**In²⁺: mixing of $4d^{10}5d$ with $4d^95s^2$ as the source of the anomalous $^2D$ levels**

The table holds level energies and leading $LS$ weights of In²⁺ from relativistic configuration interaction on Dirac orbitals in exchange-only KLI potentials (Breit and model QED terms, Slater integrals scaled by 0.85, P86 correlation estimate), with the shifts for no correlation estimate, no configuration mixing and an LDA-type estimate. The program tests three readings of the 1832 cm⁻¹ interval of the $5d$ doublet: spin-orbit scaling as $1/n^{*3}$, rigid shifts of whole configurations, and a two-level model for each $J$ with a common coupling $V$ and an added lowering $\delta$ of $4d^95s^2$. Spin-orbit scaling from $6d$ gives 370 cm⁻¹, near the unmixed 356, and rigid shifts miss the $J=5/2$ levels by 261 and 494 cm⁻¹. With $\delta=1100$ and $V=1408$ cm⁻¹, solved exactly from the two base gaps, the model reproduces the weights within rounding and the $J=5/2$ gaps of the two other correlation settings within 3 cm⁻¹, while the borrowed lifetimes of the $J=5/2$ pair miss by +14% and −7%. The trace implies a lowering of the ground level by about 515 cm⁻¹, in line with the rise of the $5g$ level on mixing. The $J=5/2$ diagonal gap of −472 cm⁻¹ is far smaller than the possible error of configuration energies, so these labels and intervals describe the calculation and need not hold for the real ion.

In²⁺ levels from radial Dirac CI 1: relativistic CI with a closed [Kr] core and Dirac orbitals in exchange-only KLI potentials. All runs include the zero-frequency Breit term and model QED, with valence Slater integrals scaled by 0.85. The base run mixes configurations and adds a P86 correlation estimate; energies are counted from each run's lowest level.

## Script

```python
# Table: In2+ levels (cm-1), radial Dirac CI on exchange-only KLI orbitals, Breit, model QED, Slater scale 0.85, P86;
# shifts for no correlation (1), no mixing (2), LDA-type correlation (3). Tested: origin of the 5d / 4d9 5s2 2D anomaly.
T = {
    'level': ['4d10 5s 2S J=1/2', '4d10 5p 2Po J=1/2', '4d10 5p 2Po J=3/2', '4d9 5s2 2D J=5/2', '4d10 6s 2S J=1/2', '4d10 5d 2D J=3/2', '4d10 5d 2D J=5/2', '4d9 5s2 2D J=3/2', '4d10 6p 2Po J=1/2', '4d10 6p 2Po J=3/2', '4d10 4f 2Fo J=7/2', '4d10 4f 2Fo J=5/2', '4d9 5s 5p 4Po J=5/2', '4d10 7s 2S J=1/2', '4d10 6d 2D J=3/2', '4d10 6d 2D J=5/2', '4d9 5s 5p 4Po J=3/2', '4d9 5s 5p 4Fo J=7/2', '4d9 5s 5p 4Fo J=9/2', '4d9 5s 5p 4Fo J=3/2', '4d9 5s 5p 4Po J=1/2', '4d10 7p 2Po J=1/2', '4d10 7p 2Po J=3/2'],
    'ls_weight': [100, 100, 100, 58, 100, 96, 58, 96, 100, 100, 100, 99, 92, 100, 100, 100, 81, 77, 100, 87, 87, 99, 99],  # %
    'base': [0, 55096, 58990, 120775, 120888, 121798, 123630, 129016, 138305, 139507, 157936, 157951, 162028, 162682, 164010, 164165, 166162, 166230, 167778, 169762, 169933, 170490, 171064],  # cm⁻¹
    'shift1': [0, -1489, -1489, -3211, -2584, -2692, -2953, -3472, -3037, -3038, -6348, -6344, -4664, -3824, -4018, -4018, -4664, -4665, -4664, -4664, -4661, -3900, -3898],  # cm⁻¹
    'shift2': [0, 202, 174, 1777, -559, -230, -1706, 298, -343, -301, -403, -387, -507, -536, -542, -537, -506, -502, -497, -497, -503, -409, -378],  # cm⁻¹
    'shift3': [0, 517, 517, 931, 4264, 2908, 2414, 437, 4120, 4117, 964, 963, 447, 4395, 3772, 3772, 447, 447, 447, 448, 450, 4316, 4321],  # cm⁻¹
}
import numpy as np
from scipy import constants as C
L = T['level']; ix = {s: i for i, s in enumerate(L)}; W = T['ls_weight']
d3, d5, h3, h5 = [ix[c + ' 2D J=' + J] for c in ('4d10 5d', '4d9 5s2') for J in ('3/2', '5/2')]
nm = {'shift1': 'no correlation', 'shift3': 'LDA-type'}
def runs(noise):
    b = np.array(T['base'], float) + noise()
    return dict(base=b, **{r: b + np.array(T[r], float) + noise() for r in ('shift1', 'shift2', 'shift3')})
def fit(E):
    u3, u5, m3, m5 = [E[r][h] - E[r][d] for r in ('shift2', 'base') for h, d in ((h3, d3), (h5, d5))]
    de = (u3 + u5 - (m3**2 - m5**2) / (u3 - u5)) / 2
    V = 0.5 * np.sqrt(m5**2 - (u5 - de)**2); P = {}
    for r in nm:
        g3 = E[r][h3] - E[r][d3]; D3 = np.sqrt(g3**2 - 4 * V**2); D5 = D3 - (u3 - u5)
        P[r] = (D3, g3, D5, np.hypot(D5, 2 * V), E[r][d5] - E[r][h5])
    return u3, u5, m3, m5, de, V, P
E = runs(lambda: 0.0); u3, u5, m3, m5, de, V, P = fit(E); U = E['shift2']; B = E['base']
rng = np.random.default_rng(0); mc = [fit(runs(lambda: rng.uniform(-.5, .5, len(L)))) for _ in range(2000)]
w = lambda D, g: 50 * (1 + abs(D) / abs(g))
# further outputs of the same runs: ionisation energies (eV), 5g J=9/2 line wavelengths (nm), lifetimes (ns), weights
ev = C.e / (C.h * C.c) / 100; IE, IEm = 27.27209 * ev, 28.04415 * ev
g5 = 1e7 / 677.7646 + B[ix['4d9 5s 5p 4Fo J=7/2']] - 1e7 / 436.0104 - U[ix['4d10 4f 2Fo J=7/2']]
t0, tlo, thi = 0.5802, 1.2822, 0.9806; wraw = {'shift1': '95, 71', 'shift3': 'not given'}
print('Energies in cm-1; table rounding +-0.5 per entry, weights +-0.5 %')
print('1. Spin-orbit test: doublet splitting base / no corr / no mixing / LDA-type')
prs = {'5p': '2Po', '6p': '2Po', '7p': '2Po', '5d': '2D', '6d': '2D'}; ns = {}; sp = {}
for k, t in prs.items():
    a, b = [i for s, i in ix.items() if s.startswith('4d10 %s ' % k)]; l = 1 if 'p' in k else 2
    ns[k] = np.sqrt(9 * C.Rydberg / 100 / (IE - g5 - (l * U[a] + (l + 1) * U[b]) / (2 * l + 1))); sp[k] = U[b] - U[a]
    print('  %s: %s  n* = %.2f' % (k, ' / '.join('%.0f' % (E[r][b] - E[r][a]) for r in E), ns[k]))
for a, b in (('5d', '6d'), ('5p', '6p'), ('6p', '7p')):
    p = sp[b] * (ns[b] / ns[a])**3
    print('  %s from %s by 1/n*^3: %.0f, unmixed %.0f, error %+.0f %%' % (a, b, p, sp[a], 100 * (p / sp[a] - 1)))
print('  5d splitting base / unmixed = %.1f; 4d9 5s2 splitting base %.0f, unmixed %.0f' % ((B[d5] - B[d3]) / sp['5d'], B[h3] - B[h5], U[h3] - U[h5]))
print('2. Spread of the correlation shift within one configuration')
for r in nm:
    G = {}
    for s, x in zip(L, T[r]): G.setdefault(' '.join(s.split()[:-2]), []).append(x)
    S = {k: max(v) - min(v) for k, v in G.items()}; a, b = S.pop('4d10 5d'), S.pop('4d9 5s2')
    print('  %s: 5d %d, 4d9 5s2 %d, largest other %d; pair sums J=3/2 %d, J=5/2 %d' % (nm[r], a, b, max(S.values()), T[r][d3] + T[r][h3], T[r][d5] + T[r][h5]))
print('3. Gap E(4d9 5s2) - E(5d): J=3/2 unmixed %.0f, base %.0f; J=5/2 unmixed %.0f, base %.0f' % (u3, m3, u5, m5))
print('  J=5/2 shift2 paired by energy: lower %+.0f, upper %+.0f' % (U[d5] - B[h5], U[h5] - B[d5]))
print('  isolated pair: J=3/2 gap shrinks by %.0f; J=5/2 lower level would be %.0f %% 5d, table %d %% 4d9 5s2' % (u3 - m3, w(u5, m5), W[h5]))
print('  pair plus lowering: delta = %.0f +- %.0f, V = %.0f +- %.1f (rounding s.d.)' % (de, np.std([m[4] for m in mc]), V, np.std([m[5] for m in mc])))
print('  diagonal gaps: J=3/2 %.0f, J=5/2 %.0f; 2V = %.0f' % (u3 - de, u5 - de, 2 * V))
print('  weights %%: J=3/2 %.1f (table %d), J=5/2 %.1f (table %d)' % (w(u3 - de, m3), W[h3], w(u5 - de, m5), W[h5]))
for r in nm:
    D3, g3, D5, gp, gt = P[r]; S = T[r][d3] + T[r][h3]; dg = gp + m5
    print('  %s: diagonal gap moves %+.0f; J=5/2 gap model %.0f, table %.0f, residual %+.1f (rounding s.d. %.1f)' % (nm[r], D3 - u3 + de, gp, gt, gp - gt, np.std([m[6][r][3] - m[6][r][4] for m in mc])))
    print('    J=5/2 shift 4d9 5s2: model %+.0f, rigid %+d, table %+d' % ((S - dg) / 2, T[r][h3], T[r][h5]))
    print('    J=5/2 shift 5d: model %+.0f, rigid %+d, table %+d' % ((S + dg) / 2, T[r][d3], T[r][d5]))
    print('    weights %% J=3/2, 5/2: model %.1f, %.1f; run output %s' % (w(D3, g3), w(D5, gp), wraw[r]))
s3, s5 = T['shift2'][d3] + T['shift2'][h3], T['shift2'][d5] + T['shift2'][h5]
print('4. Pair sums of shift2: %+d, %+d; ground lowering from trace %.0f, %.0f' % (s3, s5, (de - s3) / 2, (de - s5) / 2))
print('  lower bound from 4F J=9/2: %d; rise of 5g J=9/2 on mixing (line wavelengths): %.0f' % (-T['shift2'][ix['4d9 5s 5p 4Fo J=9/2']], g5))
p3 = ix['4d10 5p 2Po J=3/2']; wl = w(u5 - de, m5) / 100
for lab, i, f, t in (('lower', h5, 1 - wl, tlo), ('upper', d5, wl, thi)):
    tm = t0 / f * ((U[d5] - U[p3]) / (B[i] - B[p3]))**3
    print('5. J=5/2 %s lifetime from 5d share %.2f: %.2f ns, run %.2f ns, error %+.0f %%' % (lab, f, tm, t, 100 * (tm / t - 1)))
print('6. Ionisation energy measured minus base: %.0f; P86 gain %.0f' % (IEm - IE, IE - 26.50216 * ev))
assert m3 < u3 and u5 > 0 > m5
assert B[d5] - B[d3] > 3 * sp['6d'] * (ns['6d'] / ns['5d'])**3
assert abs(w(u5 - de, m5) - W[h5]) < 1.5 and abs(w(u3 - de, m3) - W[h3]) < 1.5
assert all(abs(P[r][3] - P[r][4]) < 20 for r in nm)
```

It prints:

```
Energies in cm-1; table rounding +-0.5 per entry, weights +-0.5 %
1. Spin-orbit test: doublet splitting base / no corr / no mixing / LDA-type
  5p: 3894 / 3894 / 3866 / 3894  n* = 2.47
  6p: 1202 / 1201 / 1244 / 1199  n* = 3.50
  7p: 574 / 576 / 605 / 579  n* = 4.49
  5d: 1832 / 1571 / 356 / 1338  n* = 3.18
  6d: 155 / 155 / 160 / 155  n* = 4.20
  5d from 6d by 1/n*^3: 370, unmixed 356, error +4 %
  5p from 6p by 1/n*^3: 3527, unmixed 3866, error -9 %
  6p from 7p by 1/n*^3: 1279, unmixed 1244, error +3 %
  5d splitting base / unmixed = 5.1; 4d9 5s2 splitting base 8241, unmixed 6762
2. Spread of the correlation shift within one configuration
  no correlation: 5d 261, 4d9 5s2 261, largest other 4; pair sums J=3/2 -6164, J=5/2 -6164
  LDA-type: 5d 494, 4d9 5s2 494, largest other 5; pair sums J=3/2 3345, J=5/2 3345
3. Gap E(4d9 5s2) - E(5d): J=3/2 unmixed 7746, base 7218; J=5/2 unmixed 628, base -2855
  J=5/2 shift2 paired by energy: lower +1149, upper -1078
  isolated pair: J=3/2 gap shrinks by 528; J=5/2 lower level would be 61 % 5d, table 58 % 4d9 5s2
  pair plus lowering: delta = 1100 +- 0, V = 1408 +- 0.2 (rounding s.d.)
  diagonal gaps: J=3/2 6646, J=5/2 -472; 2V = 2816
  weights %: J=3/2 96.0 (table 96), J=5/2 58.3 (table 58)
  no correlation: diagonal gap moves -857; J=5/2 gap model 3113, table 3113, residual +0.4 (rounding s.d. 0.5)
    J=5/2 shift 4d9 5s2: model -3211, rigid -3472, table -3211
    J=5/2 shift 5d: model -2953, rigid -2692, table -2953
    weights % J=3/2, 5/2: model 95.0, 71.3; run output 95, 71
  LDA-type: diagonal gap moves -2824; J=5/2 gap model 4335, table 4338, residual -2.8 (rounding s.d. 0.7)
    J=5/2 shift 4d9 5s2: model +932, rigid +437, table +931
    J=5/2 shift 5d: model +2413, rigid +2908, table +2414
    weights % J=3/2, 5/2: model 90.3, 88.0; run output not given
4. Pair sums of shift2: +68, +71; ground lowering from trace 516, 514
  lower bound from 4F J=9/2: 497; rise of 5g J=9/2 on mixing (line wavelengths): 516
5. J=5/2 lower lifetime from 5d share 0.42: 1.46 ns, run 1.28 ns, error +14 %
5. J=5/2 upper lifetime from 5d share 0.58: 0.91 ns, run 0.98 ns, error -7 %
6. Ionisation energy measured minus base: 6227; P86 gain 6210
```
